Why does it cost more energy to squeeze a crystal than to stretch it by the same amount? In this tetragonal cell of Al₂Ru, taking away 6 % of the volume costs 31.5 meV per atom, while adding 6 % costs only 25.5. The pressures are lopsided in the same way. A negative pressure in the table means that the crystal is held under tension.

Tetragonal Al₂Ru (I4/mmm, 3 atoms per cell), computed with Ansatz 0.2.0: r2SCAN density functional, plane-wave PAW, scalar-relativistic, no spin polarisation, cutoff 500 eV, 18×18×18 k mesh, Gaussian smearing of 0.1 eV. Cell shape and atoms are relaxed at each volume; energies count from the minimum of a third-order Birch–Murnaghan fit.

```tsv
volume per atom (Å³/atom)	energy over minimum (meV/atom)	pressure (GPa)
12.894	31.5	12.97
13.306	7.4	5.96
13.717	0.0	0.00
14.129	6.7	-5.08
14.540	25.5	-9.40
```

The simplest explanation is geometry. Suppose that the bonds are ideal springs, whose energy grows with the square of the change in length. If all lengths in the cell scale alike, they go as the cube root of volume, so the squeezed cell, at 0.94 of the relaxed volume, has its bonds shortened by 2.04 %, while those of the stretched cell are lengthened by only 1.96 %. Squaring the ratio of these two changes gives an energy ratio of about 1.08. This is an idealisation, since the relaxed cells also change shape slightly: the edge of the primitive cell grows by 4.3 % over the whole scan, where uniform scaling would give 4.1 %.

The calculated ratio is 31.5/25.5, or 1.24, so geometry supplies only about a third of the excess. The pressures show what is missing. The bulk modulus, which is the pressure needed per relative change of volume, can be read from the pressure difference between neighbouring rows. It falls from 223 GPa in the most compressed step to 151 GPa in the most expanded one, whereas ideal springs would lose less than a tenth of their stiffness over the same range. In the picture of springs, the bonds themselves must soften as they lengthen.

A tempting explanation looks to the electrons near the Fermi level. The calculation gives a semimetal with a very small overlap: the top of the filled bands lies slightly above the bottom of the empty ones, and this overlap grows from 0.039 eV in the squeezed cell to 0.068 eV in the stretched one. Electrons that spill from the lower bands into the upper ones lower the energy, and more so on expansion. That points the way the table demands, with one reservation: the costs are counted from the relaxed volume, and a gain that grew evenly with volume would mainly shift that volume and leave the lopsidedness almost unchanged. The full size of the gain is therefore a ceiling on its share.

It can be estimated for the most expanded row, where the spill is largest. Gaussian smearing of the occupations by a width σ adds an entropy term TS = Dσ²/2, where D is the number of states per eV near the Fermi level. The same run gives TS = 0.00073 eV per cell for σ = 0.1 eV, hence D ≈ 0.15 states per eV.

The number of electrons that can spill is at most about D times the overlap, and each gains at most about the overlap energy. The gain is therefore at most about 0.15 × 0.068² eV per cell, which is 0.2 meV per atom for three atoms. The two costs differ by 6 meV per atom. Because the overlap is narrower than the smearing, and the k mesh may miss the true band edges, this ceiling is good to an order of magnitude only, but it is enough to reject the spilled electrons as the main cause. It doesn't reject a role for Al–Ru bonding as a whole, which involves far more electrons than those in the overlap.

The most likely main cause is the ordinary anharmonicity of chemical bonds. Orbital overlap and the repulsion between atomic cores both die away roughly exponentially with distance. Squeezing therefore moves the atoms into a region where forces change steeply, and stretching moves them to where forces change gently. The shorter the distance over which they decay, compared with the bond length, the more lopsided the energy curve becomes.

To put this into a formula, let q be the bond length divided by its relaxed value and B the bulk modulus at rest. Ideal springs give the pressure P = 3B(1 − q)/q², and the decay multiplies it by exp[s(1 − q)], which is the Vinet equation of state. With B and s fitted to the pressures of all five rows, s comes out near 5, and the curve follows every pressure to about 0.1 % or better. The energies, which were not used in the fit, then follow to within 0.1 meV per atom. Since pressure is the slope of the energy, that agreement shows consistency rather than independent proof; the printed analysis sets both spring laws beside the rows.

The success of the formula doesn't establish the exponential. Bond lengths change by only about 2 % either way, and over so short a range any smooth law with the right loss of stiffness will do. A Birch–Murnaghan curve, which contains no exponential, describes the same energies very well. The numbers show that the crystal softens on expansion by more than ideal springs allow; that exponential tails are the reason is an argument from general bonding theory.

For estimates of pressure, the softening yields a simple rule. The fit gives B = 183 GPa, rising by about 4.4 % for each per cent of compression. If x is the fraction of volume removed, negative for expansion, then P ≈ Bx(1 + 2.7x), where 2.7 is half of 4.4 + 1, the added 1 coming from the shrinking volume itself. This reproduces all four strained rows to within about 2 %, whereas P = Bx alone is wrong by 15 to 17 % at the ends. The constants were fitted to this tetragonal cell at zero temperature; the known orthorhombic form of the compound was not computed here.

Numerical output:

```
fit of pressure on 5 rows: coefficient of 3*(1-q)/q**2 186.3 +/- 8.5; rms 0.727, worst 14.54 -1.15, leave-one-out rms 1.2
fit of pressure on 5 rows: coefficient of 3*(1-q)/q**2*exp(s*(1-q)) 183.3 +/- 0.034, s 5.052; rms 0.00259, worst 14.129 -0.00459, leave-one-out rms 0.00814
Two spring laws:
     row  P ideal springs GPa  P weakening springs GPa  E ideal springs meV/atom  E weakening springs meV/atom
  12.894                11.89                    12.97                     29.91                         31.54
  13.306                5.755                    5.959                     7.307                         7.439
  13.717                    0                        0                         0                             0
  14.129               -5.433                   -5.085                     7.055                         6.714
   14.54               -10.55                   -9.397                     27.61                         25.44
Stiffness and band overlap:
     row  bulk modulus of step from row above GPa  band overlap meV  states per eV and cell  overlap energy scale meV/atom
  12.894                                      n/a             38.61                 0.08187                        0.04067
  13.306                                    222.9             42.94                 0.09018                        0.05544
  13.717                                    195.9             48.97                  0.1024                        0.08183
  14.129                                    171.7             57.32                  0.1201                         0.1315
   14.54                                    150.7             68.47                  0.1453                         0.2271
Energy cost of 6 % compression over that of 6 % expansion: 1.235
Difference of these two costs, meV/atom: 6
Same cost ratio for ideal springs: 1.083
Same cost ratio for weakening springs: 1.24
Bulk modulus of most compressed step over most expanded step: 1.479
Same bulk modulus ratio for ideal springs: 1.094
Pressure derivative of bulk modulus from weakening springs: 4.368
Change of overlap energy scale along the scan, % of the cost difference: 3.107
Stretch of cell edge from first to last row, %: 4.331
Stretch expected for uniform scaling, %: 4.086
```
